## Results and discussion

The 5d eigenvalue ε is the energy of the 5d solution of the Kohn-Sham radial equation in the self-consistent field of the nucleus and all electrons of Re²⁺. The mean radius ⟨r⟩ and mean inverse radius ⟨1/r⟩ are averages over that orbital's radial density. All three come from scalar-relativistic PBE calculations in which the occupations are imposed. One row holds five 5d electrons. In the other nine, one of them is placed in an outer subshell above a 5d hole, so these are excited configurations.

All-electron Kohn-Sham calculations for the Re²⁺ ion (Z = 75) with Quantum ESPRESSO ld1.x 7.5, using the PBE functional. They are scalar-relativistic and spin-unpolarised, with spherical densities and a point nucleus. Eigenvalues are negative for bound levels.

```tsv
configuration	eigenvalue (5d) (eV)	mean radius (5d) (bohr)	mean inverse radius (5d) (1/bohr)
[Xe] 4f14 5d5	-21.416	1.7815	0.72828
[Xe] 4f14 5d4 5f1	-27.403	1.6885	0.76394
[Xe] 4f14 5d4 6s1	-23.603	1.7305	0.74821
[Xe] 4f14 5d4 6p1	-24.863	1.7138	0.75475
[Xe] 4f14 5d4 6d1	-27.032	1.6919	0.76251
[Xe] 4f14 5d4 6f1	-29.361	1.6841	0.76519
[Xe] 4f14 5d4 7s1	-27.526	1.6886	0.76354
[Xe] 4f14 5d4 7p1	-28.262	1.6852	0.76462
[Xe] 4f14 5d4 7d1	-29.332	1.6838	0.76521
[Xe] 4f14 5d4 7f1	-30.518	1.6812	0.76618
```

### A shift with little change of size

From 5d⁵ to 5d⁴7f¹ the level deepens by 9.10 eV, or 42.5 % of its starting value, while ⟨r⟩ shrinks by 5.6 %. The sequence runs 5d, 6s, 6p, 6d, 5f, 7s, 7p, 7d, 6f, 7f. It follows the principal quantum number poorly (rank correlation −0.56 over the nine excited rows) and matches, in every row, the order of the moved electron's own mean radius in the same calculations: 2.65 bohr for 6s, 5.33 for 5f, 14.21 for 7f.

Electrostatics explains this. A spherical cloud of charge that lies wholly outside a point raises the potential energy of an electron there by a constant and exerts no force on it. Moving the cloud outward lowers every inner level by the same amount and leaves the orbitals as they were. Only the part of the cloud that lies inside the 5d shell screens the nucleus in the sense of weakening the pull, and only that part lets the shell swell.

The numbers show both consequences. Between 5d⁵ and the 7f row the 1s level drops by 10.86 eV and 4f by 10.78 eV, so the fall is largely common to the whole ion. Size and energy also part company. Moving the electron only to 6s yields 51 % of the total contraction and 24 % of the total shift, whereas the step from 7s to 7f yields 7 % of the contraction and 33 % of the shift. Contraction of the 5d orbital cannot be the main cause of that last 2.99 eV.

### The shell model, worked for 5f and 6s

An electron at radius r feels from a thin shell of one electron at r′ the energy 1/max(r, r′) in hartree. Averaged over both orbitals this is the Slater integral F⁰. If r′ always exceeds r, F⁰ reduces to ⟨1/r⟩ₒ, the mean inverse radius of the moved electron, and otherwise it is smaller. With frozen orbitals and no overlap,

ε(A) − ε(B) = ⟨1/r⟩ₒ(A) − ⟨1/r⟩ₒ(B),

with no fitted constant. For 5f against 7f this gives (0.2222 − 0.0997) × 27.211 eV = 3.3 eV. The table gives −27.403 + 30.518 = 3.12 eV, so the estimate is 7 % above the computed shift. For 6s against 7f the same rule gives 10.34 eV where the table gives 6.9 eV, too high by half.

Two electrostatic effects contribute to the shortfall, beside a change in the exchange-correlation potential where the orbitals overlap, which is not separated here. One is relaxation: the shells that swell carry their charge outward and lower the potential inside them. This can be counted at the nucleus, where the electrons' potential is the sum of occupation times ⟨1/r⟩. For 6s against 7f the four remaining 5d electrons contribute 4 × (0.74821 − 0.76618) × 27.211 eV = −1.96 eV and the 5s, 5p and 4f shells −0.56 eV. The sum is 7.82 eV and the computed 1s shift 7.64 eV. That is the worst row of the count; the others close within 0.05 eV. Because this potential is part of the calculation itself, the agreement separates direct screening from relaxation and is no check on the method.

The other effect is penetration, which the 5d electron feels and the 1s electron hardly does. F⁰ with 5d is 0.97 of ⟨1/r⟩ₒ for 6f and 0.90 for 6d. From 6d to 6f, ⟨1/r⟩ₒ falls by 7.02 − 3.99 = 3.03 eV, F⁰ by 2.49 eV and ε by 2.33 eV, so for this pair penetration covers most of the gap. The split cannot be carried over to 6s, and the relaxation counted at the nucleus is not the amount felt at the 5d radius, since charge that shifts inside a given radius leaves the potential outside it unchanged.

The slope of ε against ⟨1/r⟩ₒ within one l rises from 0.59 for s through 0.68 and 0.81 to 0.94 for f, towards the value 1 of a purely external charge. The s, p and d slopes rest on two rows each, the f slope on a least-squares line through three, and the low-l pairs also reach closer in, so l and distance are mixed. One least-squares line through the nine excited rows has slope 0.67 and misses by 0.27 eV rms, worst at 5f (0.50 eV). Fixing the slope at 1 and fitting a term proportional to the change in the 5d mean inverse radius brings this to 0.12 eV, still far above the 0.0005 eV to which ε is rounded. Its coefficient lumps penetration with relaxation and has no separate meaning. The intercepts, −31.9 and −33.3 eV, differ too much to fix the limit of a removed electron.

### The rows that look out of place

The 5f row falls between 6d and 7s because 5f is not a compact orbital here: the filled 4f shell has a mean radius of 0.58 bohr, about a ninth of that of 5f. Standard theory gives the reason. The 4f shell sits deep in the ion, where the pull of the nucleus outweighs the centrifugal term for l = 3. The 5f orbital must be orthogonal to 4f, so it has a radial node and lies mostly outside, in the field of a net charge near 3. Beyond the node it resembles the lowest hydrogenic f orbital, 4f, which for charge 3 has ⟨r⟩ = (3·16 − 12)/(2·3) = 6 bohr, roughly the computed size. PBE self-interaction distorts the potential at long range, so such outer radii are not exact properties of the ion.

The pair 5f and 7s is the one place where ⟨1/r⟩ₒ gives the wrong order. It is larger for 7s (6.38 against 6.05 eV), yet 5d lies 0.12 eV deeper in the 7s row. The inner lobes of an s orbital weigh heavily in ⟨1/r⟩ₒ, but charge inside the 5d shell counts only as 1/r of the 5d electron. The 1s level gives weak support: it lies higher in the 7s row, as ⟨1/r⟩ₒ suggests, but only by 0.04 eV, because relaxation of the other shells offsets most of the difference. The lower 5d mean inverse radius with 7s (0.76354 against 0.76394) fits the same picture of some charge inside the shell. The 7d and 6f rows differ by only 0.03 eV and 0.0003 bohr, with the deeper level belonging to the slightly larger 5d orbital. These gaps exceed the rounding but are too small for the simple models used here to explain.

### The 5d⁵ row

Here the fifth electron shares the shell, and this row was kept out of the fits; the two-term fit misses it by 0.90 eV. The frozen estimate uses F⁰ between two 5d electrons, and 14.61 − 3.85 = 10.76 eV is the predicted drop to the 6f row. The computed drop is 7.95 eV, 74 % of that. Both integrals belong to the compact 5d⁴ orbital, and the shell is wider in 5d⁵, which lowers the repulsion. Removing density from the shell also weakens the exchange-correlation attraction there. Both act in the right direction, but their shares are not determined here. Spin polarisation is off, so the exchange stabilisation of a high-spin half-filled shell is absent from this row, and without spin-orbit coupling each ε is an average over the two 5d fine-structure levels. The eigenvalues are poor ionisation energies in PBE and their differences are not excitation energies.

For a neighbouring configuration the guide is where the moved electron sits. A larger orbit means a deeper 5d level, between two f configurations the shift is close to the full change in ⟨1/r⟩ₒ, and beyond about 5 bohr the 5d radius should change by no more than about a hundredth of a bohr.
